Dear colleague,

The first result in this letter, that a long-period Si/Ge (100) superlattice lies 1.48 meV/atom below the phase-separated elements, is wrong. I set down the attempt that produced it because the slip, a single $\mathbf{k}=0$ term in a lattice sum, is easy to make and it changes which reference state a formation enthalpy refers to.

\section*{Conventions and the sound ingredients}

Each site carries $S_i=+1$ for Ge and $-1$ for Si, $x$ is the Ge fraction, and energies are per atom. The formation enthalpy $\Delta H$ is counted from bulk Si and bulk Ge, each at its own lattice constant. This is the incoherent reference, the tie-line of the equilibrium convex hull. With $S(\mathbf{k})=N^{-1}\sum_i S_i e^{-i\mathbf{k}\cdot\mathbf{R}_i}$, Parseval's theorem and $S_i^2=1$ give
\begin{equation}
\sum_{\mathbf{k}}|S(\mathbf{k})|^2=1,\qquad S(0)=2x-1,\qquad \sum_{\mathbf{k}\neq0}|S(\mathbf{k})|^2=4x(1-x).
\label{sum}
\end{equation}
I write this for one site per cell. Diamond has two, so the interaction is a $2\times2$ matrix, but only the in-phase combination of the sublattices matters at long period: the weight of the out-of-phase one falls as the inverse period.

Take a cubic layer with normal $\mathbf{n}$, forced to an isotropic in-plane strain $\epsilon$ and free along the normal. Its strain is $\epsilon\delta_{ij}+\tfrac12(n_iu_j+n_ju_i)$, because a term of the second form leaves all distances within the plane unchanged. The harmonic energy density is
\begin{equation}
w=\tfrac92B\epsilon^2+3B\epsilon\,\mathbf{n}\cdot\mathbf{u}+\tfrac12\mathbf{u}\cdot\Gamma\,\mathbf{u},\qquad B=\tfrac13(C_{11}+2C_{12}),
\end{equation}
with the Christoffel matrix $\Gamma_{ij}=(C_{12}+C_{44})n_in_j+\delta_{ij}(C_{44}-2Dn_i^2)$ and $D=C_{44}-\tfrac12(C_{11}-C_{12})$. The minimum lies at $\mathbf{u}=-3B\epsilon\,\Gamma^{-1}\mathbf{n}$, so $w=\tfrac92qB\epsilon^2$ with $q=1-B\,\mathbf{n}\cdot\Gamma^{-1}\mathbf{n}$. Since $\Gamma$ is diagonal plus rank one, the Sherman--Morrison formula gives
\begin{equation}
q(\mathbf{n})=1-\frac{B}{C_{12}+C_{44}+1/\phi},\qquad \phi=\sum_i\frac{n_i^2}{C_{44}-2Dn_i^2}.
\label{qn}
\end{equation}
Along the three principal axes $\mathbf{n}$ is an eigenvector of $\Gamma$, no shear is induced, and
\begin{equation}
q=1-\frac{B}{C_{11}+\gamma D},\qquad \gamma=0,\ 1,\ \tfrac43\ \ \text{for}\ (100),\ (110),\ (111).
\label{qg}
\end{equation}
When $D>0$ and $C_{44}>2D$, as here, $\phi$ is a convex function of the $n_i^2$, whose sum is one, so $q$ is least along $\langle100\rangle$ and greatest along $\langle111\rangle$.

A free-standing coherent superlattice of long period along $\mathbf{G}$ is a stack of such layers with one in-plane lattice constant. For equal moduli and misfit $\delta=\Delta a/a$, the strains obey $\epsilon_{\rm Si}-\epsilon_{\rm Ge}=\delta$. Minimising $(1-x)\epsilon_{\rm Si}^2+x\epsilon_{\rm Ge}^2$ gives $\epsilon_{\rm Si}=x\delta$, $\epsilon_{\rm Ge}=-(1-x)\delta$, and the constituent strain energy
\begin{equation}
\Delta E_{\rm CS}(\mathbf{G},x)=\tfrac92\,q(\mathbf{G})\,BV\,x(1-x)\,\delta^2 ,
\label{cs}
\end{equation}
with $V=a^3/8$ the volume per atom.

No cluster expansion of finite range can yield this. Let the period hold $P$ atomic planes, let $J_r$ be the summed pair interaction between planes $r$ apart, and let $\Pi_r$ be the mean of $S_lS_{l+r}$. If the range does not exceed the thinner layer, each period has $2r$ unlike pairs at distance $r$, so $\Pi_r=1-4r/P$ and
\begin{equation}
\Delta H=\sum_rJ_r(\Pi_r-1)=-\frac4P\sum_r rJ_r\;\to\;0 .
\label{fin}
\end{equation}
Multi-site clusters of finite size likewise feel only the interfaces. In reciprocal space the weight of a superlattice sits at $k_m=2\pi m/P$ (in inverse plane spacings), with $|S(k_m)|^2=4\sin^2(\pi mx)/[P\sin(\pi m/P)]^2$. At $x=\tfrac12$ the pair $m=\pm1$ holds $8/\pi^2$, or 81 per cent, of it as $P\to\infty$. All the weight moves towards $\mathbf{k}=0$ along $\mathbf{G}$. A finite-range $J(\mathbf{k})$ is analytic, $J(\mathbf{k})-J(0)\propto k^2$, and gives zero in every direction. To recover \eqref{cs} the limit of $J(\mathbf{k})$ must depend on the direction $\hat{\mathbf{k}}$. Dividing \eqref{cs} by the weight in \eqref{sum},
\begin{equation}
J_{\rm CS}(\hat{\mathbf{k}})=\frac{\Delta E_{\rm CS}}{4x(1-x)}=q(\hat{\mathbf{k}})J_B,\qquad J_B=\tfrac98BV\delta^2 .
\label{jcs}
\end{equation}
This is the strain term of the mixed-space expansion of Laks, Ferreira, Froyen and Zunger (1992), and it agrees in form with Khachaturyan's elastic theory of concentration waves.

The elastic inputs are compiled values: $C_{11},C_{12},C_{44}=165.64,\ 63.94,\ 79.51$ GPa for Si (Oses 2018) and $129,\ 48,\ 67$ GPa for Ge (R\aa sander 2015), temperatures not stated. Measured constants include the internal relaxation of the two sublattices, which is what (111) strain requires. As typical lattice constants I take 5.431 and 5.658 \AA. The equal-moduli model uses arithmetic means: $C_{11}=147.32$, $C_{12}=55.97$, $C_{44}=73.255$, $B=86.42$, $D=27.58$ GPa, $a=5.5445$ \AA, $\Delta a=0.227$ \AA, $\delta=0.0409$, $V=21.31$ \AA$^3$, all held fixed as $x$ varies. Then $J_B=21.67$ meV, $q=0.413$, $0.506$, $0.531$ for (100), (110), (111), and
\begin{equation}
J_{\rm CS}(100)=8.96\ \text{meV},\qquad J_{\rm CS}(111)=11.50\ \text{meV}.
\end{equation}
The second decimal is kept so that differences can be followed; the physical accuracy is lower, as estimated below.

\section*{The wrong attempt}

Everything in this section leads to a wrong answer.

Step 1. Write the strain part as a pair energy over the whole Brillouin-zone mesh of the supercell, as a fast Fourier transform delivers it:
\begin{equation}
E(\sigma)=\sum_{\text{all }\mathbf{k}}J_{\rm CS}(\mathbf{k})\,|S(\mathbf{k})|^2 .
\label{w1}
\end{equation}

Step 2. The mesh contains $\mathbf{k}=0$, where $\hat{\mathbf{k}}$ is undefined. Choose the value without bias, as the angular mean. The choice looks natural: if the real-space interaction is summed with a wide isotropic cutoff, $J(\mathbf{k})$ is smeared over a small ball, and at the origin this returns the mean over directions. Integrating \eqref{qn} over the sphere gives $\bar q=0.482$ and
\begin{equation}
J_{\rm CS}(0)=\bar J=\bar qJ_B=10.44\ \text{meV}.
\label{w2}
\end{equation}

Step 3. Pure Si and pure Ge have $|S(0)|^2=1$ and nothing else, so each has $E=\bar J$. Subtract the end members as for any formation enthalpy. With \eqref{sum},
\begin{equation}
\Delta H_{\rm wrong}=\bar J(2x-1)^2+\sum_{\mathbf{k}\neq0}J_{\rm CS}|S|^2-\bar J=\sum_{\mathbf{k}\neq0}J_{\rm CS}|S|^2-4x(1-x)\bar J .
\label{w3}
\end{equation}

Step 4. For a long period along $\mathbf{G}$ all wave vectors are parallel to $\mathbf{G}$, hence
\begin{equation}
\Delta H_{\rm wrong}=4x(1-x)\,[J_{\rm CS}(\mathbf{G})-\bar J].
\label{w4}
\end{equation}
At $x=\tfrac12$ this is $-1.48$ meV/atom for (100) and $+1.06$ meV/atom for (111). The chemical interactions add only a term of the form \eqref{fin}, which dies with the period. The attempt concludes that thick coherent (100) stacks lie below the Si--Ge tie-line and form the convex hull. It passes two casual tests: it vanishes at $x=0$ and $x=1$, and it ranks (100) below (111), as the soft direction should.

\section*{The symptom}

The sign is impossible. In a long-period stack almost every atom sits in pure Si or pure Ge, deformed away from its equilibrium shape. A deformed stable crystal has more energy than the undeformed one, so $\Delta H>0$ against the incoherent reference. In formulas, the smallest softening factor is $q(100)=2(C_{11}-C_{12})/3C_{11}$, positive for any mechanically stable cubic crystal. You know the laboratory form of this: thick strained layers shed misfit dislocations and relax towards their own lattice constants. If \eqref{w4} were right, relaxed Si and Ge would gain energy by locking into registry.

A second symptom is that the answer depends on a free choice. An isotropic cutoff gave $\bar J$. A cutoff that smears $J(\mathbf{k})$ only along $\mathbf{G}$ gives $J_{\rm CS}(0)=J_{\rm CS}(\mathbf{G})$, and \eqref{w4} then returns zero, the failure of the finite-range expansion over again. A formation enthalpy cannot depend on the order of summation.

The earliest warning was in Step 3: a strain term assigned 10.44 meV/atom to unstrained pure Si. Subtracting the end members hid the number and did not remove it.

\section*{The faulty line}

The fault is the range of the sum in \eqref{w1}; equation \eqref{w2} only fills the slot that \eqref{w1} should not have opened. Give the crystal the local stress-free strain $\tfrac12\delta\,S(\mathbf{r})\,\delta_{ij}$ relative to the mean lattice $a$. A concentration wave with $\mathbf{k}\neq0$ can be relieved only by a displacement wave of the same $\mathbf{k}$, whose strain has the form $\tfrac12(\hat k_iu_j+\hat k_ju_i)$. That offers three amplitudes, and the residue is $\tfrac92qBV(\delta/2)^2|S|^2$, which is \eqref{jcs}. It remains however small $k$ becomes. The uniform component is different. It is relieved by a homogeneous strain of the whole crystal, with six free components, and in a free body these match the stress-free strain exactly. The energy is zero. So $J_{\rm CS}(0)$ is not a limit of $J_{\rm CS}(\hat{\mathbf{k}})$. It is set by the mechanical boundary condition, and for a free crystal
\begin{equation}
J_{\rm CS}(0)=0 .
\end{equation}

A non-zero value describes a crystal held to the mean lattice. A fully clamped cell has $J(0)=J_B$. A film on a substrate of lattice constant $a$ and normal $\mathbf{G}$ has $J(0)=J_{\rm CS}(\mathbf{G})$. The value $\bar J$ is the energy per atom of a coherent spherical inclusion of Si or Ge in an infinite matrix of the mean lattice and the same moduli, since the shape function of a sphere weights all directions of $\mathbf{k}$ alike. Step 3 therefore subtracted end members that were coherently strained. The result \eqref{w4} is counted from a coherent reference, and Step 4 read it against the incoherent tie-line.

\section*{The mended calculation}

Exclude the origin:
\begin{equation}
\Delta H(\sigma)=\sum_{\mathbf{k}\neq0}J_{\rm CS}(\hat{\mathbf{k}})|S(\mathbf{k})|^2+\sum_{\mathbf{k}}\,[J_{\rm chem}(\mathbf{k})-J_{\rm chem}(0)]\,|S(\mathbf{k})|^2 ,
\label{ok}
\end{equation}
where $J_{\rm chem}$ is the analytic remainder and multi-site terms are left aside. The end members have no weight at $\mathbf{k}\neq0$, so their strain energy is zero and there is nothing to subtract. For the analytic part the $\mathbf{k}=0$ value is a true limit and is subtracted as usual. For a superlattice, \eqref{sum} turns the first term into $4x(1-x)J_{\rm CS}(\mathbf{G})$, which is \eqref{cs}, and
\begin{equation}
\Delta H(P)=\Delta E_{\rm CS}(\mathbf{G},x)+\frac{2I}{P},
\end{equation}
with $I$ the interface energy per atom of one plane. The model values, in meV/atom at $P\to\infty$, are
\begin{center}
\begin{tabular}{lcccc}
 & (100), $x=\tfrac12$ & (111), $x=\tfrac12$ & (100), $x=\tfrac14$ & (111), $x=\tfrac14$\\
mended & 8.96 & 11.50 & 6.72 & 8.62\\
wrong & $-1.48$ & 1.06 & $-1.11$ & 0.79\\
wrong minus mended & $-10.44$ & $-10.44$ & $-7.83$ & $-7.83$
\end{tabular}
\end{center}

Three approximations limit these figures. The first is equal moduli. With each layer's own constants its energy is $\kappa(a_\parallel-a_0)^2$, $\kappa=\tfrac9{16}qBa_0$, and the minimum over $a_\parallel$ is
\begin{equation}
\Delta E_{\rm CS}=\frac{x(1-x)\,\kappa_{\rm Si}\kappa_{\rm Ge}}{(1-x)\kappa_{\rm Si}+x\kappa_{\rm Ge}}\,(\Delta a)^2 .
\end{equation}
For Si, $B=97.84$ GPa and $q=0.409$, $0.520$ along (100), (111); for Ge, $B=75.0$ GPa and $q=0.419$, $0.544$. The compiled bulk modulus of Ge, 75.8 GPa (Toher 2017), is 1.1 per cent above the value from the $C_{ij}$, which indicates the consistency of the inputs. Then $\kappa_{\rm Si},\kappa_{\rm Ge}=0.764,\ 0.624$ eV/\AA$^2$ for (100) and $0.970,\ 0.810$ eV/\AA$^2$ for (111). At $x=\tfrac12$ the energies are 8.8 and 11.4 meV/atom, about 1 per cent below the table, and the (100) stack takes $a_\parallel=5.533$ \AA. In this refinement $J_{\rm CS}$ depends on $x$, and the origin must still be left out.

The second is anharmonicity. For hydrostatic linear strain the energy is $\tfrac92BV\epsilon^2[1-(B'-1)\epsilon]$, with $B'$ the pressure derivative of $B$. I use this only as a scale for the biaxial case. Summed over both layers the relative correction is $-(B'-1)(2x-1)\delta$. It cancels at $x=\tfrac12$ for equal constants. With a typical $B'\approx4$ it is 6 per cent at $x=\tfrac14$, or 0.4 meV/atom for (100).

The third is the interface term. For an assumed $|I|=10$ meV and $P=40$ it is 0.5 meV/atom. At $x=\tfrac12$ each (100) layer is then 20 planes of spacing $a/4$, or 2.8 nm. Coherence is imposed throughout; dislocations are outside the model. The mended values are thus good to about half a meV/atom.

Your samples grow on substrates, and there a $\mathbf{k}=0$ term is legitimate, provided it is the physical one and the reference stays incoherent. On Si(100) the mean strain of the film is $x\delta$ in magnitude, which adds $4x^2J_{\rm CS}(100)$. The total is $4xJ_{\rm CS}(100)$, the energy of straining the Ge alone: 18 meV/atom at $x=\tfrac12$ with mean moduli, and $x\kappa_{\rm Ge}(\Delta a)^2=16$ meV/atom with those of Ge, both harmonic. A relaxed buffer at the free-standing $a_\parallel$ removes the added term.

\section*{Size of the error}

By \eqref{w3} the slip lowers every configuration by the same amount at given composition:
\begin{equation}
\Delta H_{\rm wrong}-\Delta H=-4x(1-x)\bar J .
\end{equation}
At $x=\tfrac12$ that is $-10.44$ meV/atom in this model, 117 per cent of the (100) value, which changes sign, and 91 per cent of the (111) value. It is some twenty times the half meV/atom left uncertain by the three approximations. Differences at fixed $x$ survive: (111) lies 2.54 meV/atom above (100) in both calculations. This is why a canonical simulation, or a ranking of structures at one composition, does not expose the slip. A convex hull, a chemical potential or a semi-grand-canonical run does.

For the phase diagram, write the random alloy as a regular solution, $\Delta H=\Omega x(1-x)$ with ideal mixing entropy. The curvature of the free energy at $x=\tfrac12$ is $-2\Omega+4k_BT$, so the incoherent gap closes at $T_c=\Omega/2k_B$. Whatever $\Omega$ is, the slip lowers it by $4\bar J=41.8$ meV and lowers this mean-field $T_c$ by $2\bar J/k_B=242$ K. Now let the alloy unmix into coherent lamellae along $\mathbf{G}$, with local composition variance $\langle\Delta x^2\rangle$. The mixing term falls by $\Omega\langle\Delta x^2\rangle$ and \eqref{cs} adds $4J_{\rm CS}(\mathbf{G})\langle\Delta x^2\rangle$, so the effective parameter is $\Omega-4J_{\rm CS}(\mathbf{G})$. This is Cahn's coherent depression, here $2J_{\rm CS}(100)/k_B=208$ K along the soft axis. It compares states of one overall composition and is untouched by the slip. The correct order is coherent $T_c$ below incoherent $T_c$ by 208 K. The wrong expansion puts its incoherent $T_c$ 34 K below the coherent one, so that a constraint appears to favour unmixing. These temperatures belong to the harmonic, mean-field model with averaged moduli, not to the alloy as measured.

Two checks catch the slip before any phase diagram is drawn: the strain term alone must vanish for each pure element before anything is subtracted, and for a long-period stack it must return $+\Delta E_{\rm CS}(\mathbf{G},x)$, about 9 meV/atom along (100) and 11 to 12 meV/atom along (111) for the equiatomic Si/Ge model.